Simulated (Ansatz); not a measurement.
A series in volume scale on Zn

Free energy against uniform scaling of the volume at fixed shape and fractions; periodic cell, basis, potentials, k mesh and filling as listed. The results are calculated, by Ansatz 0.2.0.

The cell before it is scaled or strained (space group Fm-3m, No. 225):
```
cell vectors (Å)
   0.0000     1.9713     1.9713
   1.9713     0.0000     1.9713
   1.9713     1.9713     0.0000
atoms (fractions of the cell vectors)
Zn  0.00000  0.00000  0.00000
```

Settings of every row: functional r2SCAN; dispersion none; potentials PAW; wave cutoff 639.47 eV; density cutoff 2557.9 eV; k mesh 13x13x13; k shift 0x0x0; occupations methfessel paxton; smearing width 0.3 eV; spin none; SCF threshold exponent -7.

Limits: coarse k mesh, up to 40 meV an atom off; minimum outside the range; stress loosely converged; wide smearing; the cell comes from a prototype or a list of computed structures and needn't be the stable phase.

```
row  volume scale  V (Å³/atom)  pressure (GPa)  energy above lowest point (meV/atom)
  1        0.9406       14.411               ?                                     ?
  2        0.9703       14.866           -3.05                                   5.3
  3             1       15.321           -5.07                                  16.9
  4        1.0297       15.776           -6.71                                  33.7
  5        1.0594       16.231           -8.04                                  54.7
```

Question: what pressure should row 1 give?

Worked fit of pressure. Take u = (V_r/V)^(2/3) − 1 with V_r = 15.549 Å³ an atom, which is twice the finite (Eulerian) strain; such expansions in the strain, on which the Birch-Murnaghan equation of state is built, carry the rest volume and the bulk modulus. The shown rows have u = 0.0304, 0.0099, -0.00962, -0.02821. Least squares give pressure = −5.935 + 84.33 × u + 346.1 × u² GPa; a straight line predicts inner rows, each left out in turn, worse (root mean square 0.19 against 0.009 GPa). All shown rows lie on it to the printed digit. The withheld row has u = 0.05198, so the fit gives −5.935 + 84.33 × (0.05198) + 346.1 × (0.05198)² = -0.62 GPa.

The calculation gave -0.59 GPa. The fit lies 0.03 GPa (5.1 % of the value, 0.4 % of the column's range) below it; its largest miss of a shown row is 0.00 GPa. This row lies beyond the range of the fit.

The other values of row 1: energy above lowest point 0 meV/atom.
